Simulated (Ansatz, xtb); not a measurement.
**Relative energy of two isomers of C4H5ClN2Si**

Structure a: `[SiH3]c1cncnc1Cl`, a singlet. Structure b: `[SiH3]c1cnc(Cl)nc1`, a singlet. Both are isolated molecules in the gas phase, relaxed with PBE0-D3(BJ)/def2-SVP.

Quicker runs give these differences E(b) − E(a): GFN2-xTB +2.2 kcal/mol; HF/STO-3G +1.3 kcal/mol (at GFN2-xTB geometries); r2SCAN-D4/def2-SVP +2.3 kcal/mol (at GFN2-xTB geometries).

Task: Estimate E(b) − E(a) at the level CCSD(T)/def2-SVP + ΔMP2/def2-TZVPP.

Result: Calculated at CCSD(T)/def2-SVP + ΔMP2/def2-TZVPP: E(b) − E(a) = +2.6 kcal/mol, so structure a lies lower.

How the difference moves with the method:

```
                             level              geometry  E(b) − E(a) (kcal/mol)  departure from the last row (kcal/mol)  job, with rough time for the two
                          GFN2-xTB              GFN2-xTB                      +2.2                                    −0.3              optimisation, 0.28 s
                         HF/STO-3G              GFN2-xTB                      +1.3                                    −1.3               single point, 1.3 s
                r2SCAN-D4/def2-SVP              GFN2-xTB                      +2.3                                    −0.3                single point, 12 s
              PBE0-D3(BJ)/def2-SVP  PBE0-D3(BJ)/def2-SVP                      +2.6                                     0.0                optimisation, 68 s
                       HF/def2-SVP  PBE0-D3(BJ)/def2-SVP                      +1.5                                    −1.0           part of the CCSD(T) run
                      MP2/def2-SVP  PBE0-D3(BJ)/def2-SVP                      +2.7                                    +0.1           part of the CCSD(T) run
                  CCSD(T)/def2-SVP  PBE0-D3(BJ)/def2-SVP                      +2.6                                     0.0                      single point
CCSD(T)/def2-SVP + ΔMP2/def2-TZVPP  PBE0-D3(BJ)/def2-SVP                      +2.6                                                     single point, 3.3 min
```

As drawn, both hold the same kinds of bond in the same numbers.

The levels shown agree on the order. The largest departure from CCSD(T)/def2-SVP + ΔMP2/def2-TZVPP is that of HF/STO-3G, 1.3 kcal/mol. A small imaginary or near-zero mode remains, so no thermal terms are given. The last row adds to CCSD(T) the change of the MP2 difference between the two basis sets, here 0.0 kcal/mol.

The correlated steps freeze 16 core orbitals. Programs: Ansatz 0.2.0, xtb 6.7.1; the last row on 2 threads of Arm Neoverse V1 on a shared host.

The 4-chloro-5-silylpyrimidine (a) lies below its 2-chloro-5-silyl isomer (b) by 2.6 kcal/mol, even though its two substituents are neighbours. Crowding therefore does not decide the order: the long C–Si bond leaves room for chlorine beside the silyl group. Attraction between the electropositive silicon and the chlorine lone pairs probably helps a. In b, chlorine sits on the carbon between both ring nitrogens, where it faces two nitrogen lone pairs and withdraws density from an already electron-poor site, which probably raises the energy.

Hartree–Fock already gives the same order, so electrostatics, exchange repulsion and orbital delocalisation are enough to favour a. Correlation widens the gap from 1.5 to 2.6 kcal/mol in the same basis, which may reflect dispersion between the adjacent groups as well as different correlation within the ring. The total energies cannot separate the silyl–chlorine contact from the ring-position preference of chlorine; the same comparison for the two chloropyrimidines without silyl would help to do so.
